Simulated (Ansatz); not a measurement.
# Pt: energy above lowest point against volume scale

Results calculated with Ansatz 0.2.0, not measured. Free energy against uniform scaling of the volume at fixed shape and fractions; periodic cell, basis, potentials, k mesh and filling as listed.

The cell before it is scaled or strained (space group P6_3/mmc, No. 194):
```
CELL_PARAMETERS angstrom
2.76070 0.00000 0.00000
-1.38030 2.39080 0.00000
0.00000 0.00000 4.79210
ATOMIC_POSITIONS crystal
Pt 0.66667 0.33333 0.75000
Pt 0.33333 0.66667 0.25000
```

Settings of every row: functional PBEsol; dispersion none; potentials all-electron LAPW; k mesh 12x12x6; k shift 0x0x0; occupations cold; smearing width 0.15 eV; spin none.

Limits: coarse k mesh, up to 40 meV an atom off; no spin-orbit coupling, which can matter with elements this heavy; the cell comes from a prototype or a list of computed structures and needn't be the stable phase.

| row | volume scale | V (Å³/atom) | energy above lowest point (meV/atom) |
| --- | --- | --- | --- |
| 1 | 0.94 | 14.866 | 2.5 |
| 2 | 0.97 | 15.34 | 0 |
| 3 | 1 | 15.815 | ? |
| 4 | 1.03 | 16.289 | 63.3 |
| 5 | 1.06 | 16.763 | 120.9 |

Question: what energy above lowest point should row 3 give?

Worked fit of energy above lowest point. Take u = (V_r/V)^(2/3) − 1 with V_r = 15.815 Å³ an atom, which is twice the finite (Eulerian) strain; such expansions in the strain, on which the Birch-Murnaghan equation of state is built, carry the rest volume and the bulk modulus. The shown rows have u = 0.04212, 0.02054, -0.01949, -0.03807. Least squares give energy above lowest point = 21.71 − 1590 × u + 26819 × u² meV/atom; a straight line predicts inner rows, each left out in turn, worse (root mean square 25 against 0.98 meV/atom). The rows lie off it by 0.2, -0.4, 0.4, -0.2. Its lowest point lies at u = 0.0296, or V = 15.14 Å³ an atom, and the curvature there gives the bulk modulus at fixed shape and fractions, B = (4/9)(1 + u)² E″(u)/V = 268 GPa. Letting shape and atoms relax would as a rule lower it, by much in layered, chain or molecular crystals. The withheld row has u = 0, so the fit gives 21.71 − 1590 × (0) + 26819 × (0)² = 21.7 meV/atom.

The calculation gave 21.7 meV/atom. The fit meets it to the printed digit.
